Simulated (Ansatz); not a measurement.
A small benchmark: atomisation enthalpy at 298 K

6 molecules with nitrogen; the atomisation enthalpy at 298 K in kJ/mol, computed less measured. Shapes, held fixed at every level: PBE0-D4/def2-TZVP. Thermal terms are harmonic and unscaled (PBE0-D4/def2-TZVP); the spin-orbit lowering of the free atoms is taken from their spectra. Programs: Ansatz 0.2.0. Measured values: Active Thermochemical Tables, CRC Handbook of Chemistry and Physics, NIST-JANAF tables.

Levels: A = HF/def2-TZVPP; B = r2SCAN-D4/def2-TZVPP; C = PBE0-D4/def2-TZVPP.

| molecule | from tabulated heats | A | B | C |
| --- | --- | --- | --- | --- |
| N2H (dinitrogen monohydride) | 913 | -500 | -2 | +15 |
| CH2N (SMILES C=[N]) | 1387 | -455 | +8 | +15 |
| HOCN (cyanic acid) | 1671 | -697 | -8 | +4 |
| NF3 (nitrogen trifluoride) | 843 | -702 | +30 | +16 |
| C2F3N (cyanotrifluoromethane) | 2640 | -1003 | +9 | +23 |
| C4H7NO (2-methyloxazoline) | 5246 | -1596 | +9 | +50 |

(1) Which level does best on this set, which worst, and which err to one side?

Answers

(1) 
```tsv
level	kind	mean error	mean absolute error	worst case
HF/def2-TZVPP	Hartree–Fock	-825.5	825.5	C4H7NO
r2SCAN-D4/def2-TZVPP	meta-GGA	+7.7	11.0	NF3
PBE0-D4/def2-TZVPP	global hybrid	+20.5	20.5	C4H7NO
```

On this set r2SCAN-D4/def2-TZVPP has the smallest mean absolute error and HF/def2-TZVPP the largest. HF/def2-TZVPP is too low in 6 of 6; r2SCAN-D4/def2-TZVPP is too high in 4 of 6; PBE0-D4/def2-TZVPP is too high in 6 of 6. The heats of NF3, C2F3N come from older tables and can be uncertain by 10 kJ/mol or more. Hartree–Fock lacks correlation and underbinds. Spin contamination: N2H (⟨S²⟩ up to 0.85), CH2N (⟨S²⟩ up to 0.93). Open shells run unrestricted. The set is small.

Hartree–Fock misses the correlation energy gained when electrons of separate atoms pair up in bonds, so its deficit is largest in absolute terms for C4H7NO, which has the most bonds. Size is not the whole story: CH2N has more atoms than N2H but a smaller error. Relative to the binding itself, NF3 fares worst, with an error of -702 kJ/mol against a tabulated 843. Its weak N–F bonds join compact, lone-pair-rich atoms, where mean-field exchange alone recovers little of the net attraction.

Both density functionals remove most of this deficit. r2SCAN-D4 is closer than PBE0-D4 for four molecules, but HOCN and NF3 reverse the order, and much of its average advantage comes from C4H7NO. The +50 there probably reflects small overbinding contributions accumulating over many bonds rather than a particular failure for the ring. Such errors may largely cancel in reactions that conserve bond types, so this ranking need not carry over to reaction enthalpies.
